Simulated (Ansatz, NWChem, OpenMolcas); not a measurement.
# How methods differ on PH3 (SMILES P)

PH3: 4 atoms, total charge 0, spin state singlet. As SMILES, `P`. The coordinates come from a PBE0-D4/def2-TZVP relaxation.

```xyz
4

P     0.3460   -0.3265   -0.3328
H     0.6309   -0.0340    1.0270
H    -1.0055   -0.6630   -0.0572
H     0.0287    1.0235   -0.6369
```

Each level gives the energy change with the P1–H4 bond stretched from 1.420 to 2.130 Å (eV). The values are calculated.

```
                            level                   kind     program  value (eV)  CPU time (all runs)
   SVWN5/aug-cc-pVTZ (restricted)                    LDA      NWChem        1.85                 50 s
  revPBE/aug-cc-pVTZ (restricted)                    GGA      NWChem        1.81                 56 s
  r2SCAN/aug-cc-pVTZ (restricted)               meta-GGA      NWChem        1.98                 52 s
  M06-2X/aug-cc-pVTZ (restricted)        hybrid meta-GGA      NWChem        2.11                 62 s
    PBE0/aug-cc-pVTZ (restricted)          global hybrid  OpenMolcas        2.03                 74 s
PBE-QIDH/aug-cc-pVTZ (restricted)          double hybrid      Ansatz        2.18                 10 s
RPA@PBE0/aug-cc-pVTZ (restricted)                    RPA      Ansatz        1.99                 12 s
    CCSD/aug-cc-pVTZ (restricted)  coupled cluster or CI      Ansatz        1.97                 23 s
```

The first shape isn't each level's own minimum. The values span 1.81 to 2.18 eV. CPU times are rough (shared hosts, several kinds of processor): they show what a rung costs within a factor of a few.

Stretching one P–H bond costs about 2 eV at every level, with r2SCAN, RPA and PBE0 closest to CCSD. The cost reflects the loss of overlap between hydrogen 1s and a phosphorus orbital of mainly 3p character. As the σ and σ* levels approach each other, left-right correlation grows, while a closed-shell determinant keeps too much ionic character.

Among the density functionals, the three without exact exchange give the lowest values and the double hybrid the highest, probably because semilocal exchange mimics part of the left-right correlation that exact exchange leaves out. Exact exchange can't be the whole story, since r2SCAN lies well above revPBE without containing any. RPA and CCSD, both built on full exact exchange, still fall below PBE0, so the correlation treatment matters as much.

CCSD is itself no firm benchmark here: connected triples usually lower the stretched structure more than the compact one, which suggests a true value somewhat below 1.97 eV. None of these energies is a P–H dissociation energy, as the bond is still partly intact at 2.130 Å.
